The imine core C(=NH)F carries one variable group. With six groups already calculated, how well can the atomization energy and the orbital gap be forecast when the group is hydrogen or vinyl? The two quantities need different reasoning: one counts bonds, the other asks what the group does to the frontier orbitals.

Gas-phase imines *C(=N)F (SMILES; * is the varied group, the marked atom the C that carries it), calculated with Ansatz 0.2.0 using PBE-D4 and PBE0-D4 in def2-TZVPP at PBE0-D4/def2-TZVP geometries. The gap is the LUMO minus the HOMO energy. The atomization energy is free atoms minus molecule at the same level, electronic, with no zero-point or spin-orbit term.

| group * | formula | binding atom | its electronegativity | point group | bond from the marked atom to the group (Å) | valence electrons | gap, PBE-D4 (eV) | gap, PBE0-D4 (eV) | gap, PBE0-D4 less PBE-D4 (eV) | atomization, PBE-D4 (eV) |
| --- | --- | --- | --- | --- | --- | --- | --- | --- | --- | --- |
| *[GeH3] | CH4FGeN | Ge | 2.010 | Cs | 1.978 | 24 | 5.08 | 7.57 | 2.49 | 28.46 |
| *B | CH3BFN | B | 2.040 | C1 | 1.561 | 22 | 3.19 | 5.68 | 2.49 | 28.41 |
| *BS | CH3BFNS | B | 2.040 | Cs | 1.579 | 28 | 4.01 | 6.06 | 2.05 | 32.90 |
| *H | CH2FN | H | 2.200 | Cs | 1.093 | 18 | ? | ? | ? | ? |
| *C=C | C3H4FN | C | 2.550 | Cs | 1.457 | 28 | ? | ? | ? | ? |
| *S | CH2FNS | S | 2.580 | Cs | 1.763 | 24 | 5.32 | 7.53 | 2.21 | 23.77 |
| *N | CH3FN2 | N | 3.040 | C1 | 1.356 | 24 | 6.15 | 8.44 | 2.28 | 29.29 |
| *Cl | CHClFN | Cl | 3.160 | Cs | 1.729 | 24 | 5.92 | 8.60 | 2.68 | 20.30 |

**Atomization: count bonds, not electrons**

Four of the known molecules have 24 valence electrons, yet their PBE atomization energies range from 20.3 to 29.3 eV. The chloro compound holds many of its electrons in lone pairs, while the germyl and amino compounds use more of theirs in bonds. Breaking a molecule into atoms costs energy for each bond, so the bonds are the natural things to count.

The simple model adds the bonds that a group brings to a constant for the shared core. The bond energies are rough recalled values. Those taken from hydrides have zero-point motion removed, because the table's energies are purely electronic. Only the core constant, 16.9 eV, was fitted to the six known rows. It also absorbs PBE's overbinding and errors in the bond energies, so it isn't the binding energy of a real fragment.

Vinyl, which was not in the fit, brings a C–C link (about 3.5 eV), a C=C double bond (6.2 eV) and three C–H bonds (4.6 eV each):

$$16.9 + 3.5 + 6.2 + 3\times4.6 = 40.4\ \text{eV}.$$

A link between two sp² carbons is stronger than a plain single bond, and PBE tends to overbind multiple bonds. The forecast for vinyl is therefore set higher, at 41.0 ± 1.0 eV. For hydrogen the bond sum gives 21.5 eV, and the forecast is set by judgement slightly lower, at 21.2 ± 0.8 eV.

**Gap: follow the LUMO**

Among the known rows the PBE LUMO varies by 3.9 eV and the HOMO by only 1.3 eV. Over the series as a whole, the group thus acts on the gap mainly through the lowest empty level. The chloro compound is an exception: its LUMO lies close to those of the germyl and thiol compounds, and its wider gap comes from a lower HOMO. Boron has an empty p orbital, the standard reason for a low LUMO, and the two boron groups indeed have the smallest gaps. An amino group does the opposite: its lone pair pushes the C=N π* level up. The amino compound also has the highest HOMO of the known rows, which takes back part of the widening. The computed LUMO of this compound lies near zero energy, where its position and character depend on the basis.

Hydrogen, like the non-boron groups, brings no low empty p orbital, so its gap should be near theirs, whose mean in PBE is 5.6 eV. Vinyl conjugates with C=N, which lowers the LUMO and raises the highest filled π level, but it lacks boron's empty orbital. Its gap should lie between that mean and the boron mean of 3.6 eV. Within these limits the forecasts are set by judgement, at 5.8 ± 0.5 eV for hydrogen and 4.4 ± 0.5 eV for vinyl.

**PBE0: a shift that depends on the orbital**

Exact exchange lowers the HOMO and raises the LUMO, so PBE0 widens every gap. The effect is usually stronger for a compact orbital, such as a nitrogen lone pair, than for a π orbital spread over several atoms. On this argument hydrogen should shift more than vinyl: 2.6 ± 0.2 eV against 2.2 ± 0.25 eV.

The withheld rows as computed:

| group * | formula | binding atom | its electronegativity | point group | bond from the marked atom to the group (Å) | valence electrons | gap, PBE-D4 (eV) | gap, PBE0-D4 (eV) | gap, PBE0-D4 less PBE-D4 (eV) | atomization, PBE-D4 (eV) |
| --- | --- | --- | --- | --- | --- | --- | --- | --- | --- | --- |
| *H | CH2FN | H | 2.200 | Cs | 1.093 | 18 | 5.86 | 8.64 | 2.78 | 20.85 |
| *C=C | C3H4FN | C | 2.550 | Cs | 1.457 | 28 | 4.54 | 6.62 | 2.08 | 41.10 |

**What came out**

All six computed values fall within the forecast ranges, but the shift for hydrogen only just does. It is 0.18 eV above the centre of its range and larger than in any other row. Vinyl's shift lies near the lower end of the series. This is the order that localization suggests. Most of the difference comes from the HOMO, which PBE0 lowers by 1.63 eV in the hydrogen compound but by only 1.11 eV in the vinyl compound. The shapes of the orbitals were not examined, and the two compounds are opposite isomers about the C=N bond, so localization is a likely cause rather than a proven one.

Both gaps lie within 0.15 eV of their central forecasts, which is closer than the error bars promised and so partly luck. The class means alone would have done worse: treating vinyl like a boron group puts its gap 0.94 eV too low. This fits the argument that conjugation narrows the gap, but less than an empty p orbital does.

The plain bond sum misses in opposite directions, 0.66 eV too high for hydrogen and 0.70 eV too low for vinyl. The vinyl miss has the direction expected from the stronger sp² link and the overbinding. For hydrogen, about a quarter of the miss arises because the amino compound, which binds more than its plain bonds suggest, raises the core constant; the rest may lie in the rough bond energies. Giving every bond the same energy happens to suit hydrogen better, but leaves vinyl 2.7 eV short.

**What to do with this**

Use the bond sum to catch gross errors in an atomization energy. Over all eight rows it is off by up to 0.8 eV, far too much for reaction energies. The rows also mix the two isomers about the C=N bond: the N–H bond points away from fluorine in the hydrogen compound and towards its side in the vinyl compound. Only one conformer was used for each group, and the effect of this on energies and gaps was not tested. For the gap, first ask whether the group offers a low empty orbital, a conjugated π system or a donating lone pair.

Do not turn PBE gaps into PBE0 gaps by adding a constant. The step from PBE to PBE0 increases the difference between the hydrogen and vinyl gaps by 0.70 eV, and it makes the chloro and amino compounds change places, although the amino gap is sensitive to the basis. Groups that are to be ranked by gap should all be calculated with the same functional. Even then, an orbital gap is neither an optical excitation energy nor the difference between ionization energy and electron affinity. The output below gives the fits and each miss.

Output of the analysis:

```
fit of rest on 6 rows: constant 16.91 +/- 0.19; rms 0.414, worst *N -0.785, leave-one-out rms 0.497
  rows outside the fit (model, value, miss): *H 16.91, 16.25, 0.655; *C=C 16.91, 17.6, -0.695
fit of ae_a on 6 rows: coefficient of nb 3.538 +/- 0.71, constant 17.16 +/- 2.1; rms 1.51, worst *[GeH3] 2.86, leave-one-out rms 2.32
  rows outside the fit (model, value, miss): *H 20.7, 20.85, -0.149; *C=C 38.39, 41.1, -2.71
fit of a on 6 rows: constant 5.618 +/- 0.26, coefficient of acc -2.018 +/- 0.45; rms 0.426, worst *[GeH3] 0.538, leave-one-out rms 0.669
  rows outside the fit (model, value, miss): *H 5.618, 5.86, -0.242; *C=C 3.6, 4.54, -0.94
fit of shift on 6 rows: constant 2.367 +/- 0.093; rms 0.209, worst *BS 0.317, leave-one-out rms 0.25
  rows outside the fit (model, value, miss): *H 2.367, 2.78, -0.413; *C=C 2.367, 2.08, 0.287
PBE atomization of the H row from the bond sum [eV]: 21.51
PBE atomization of the vinyl row from the bond sum [eV]: 40.41
H row, PBE atomization, computed less plan forecast [eV]: -0.35
vinyl row, PBE atomization, computed less plan forecast [eV]: 0.1
H row, PBE gap, computed less plan forecast [eV]: 0.06
vinyl row, PBE gap, computed less plan forecast [eV]: 0.14
H row, PBE0 gap shift, computed less plan forecast [eV]: 0.18
vinyl row, PBE0 gap shift, computed less plan forecast [eV]: -0.12
range of the PBE LUMO over the known rows [eV]: 3.85
range of the PBE HOMO over the known rows [eV]: 1.29
atomization range among known rows with 24 valence electrons [eV]: 8.99
```
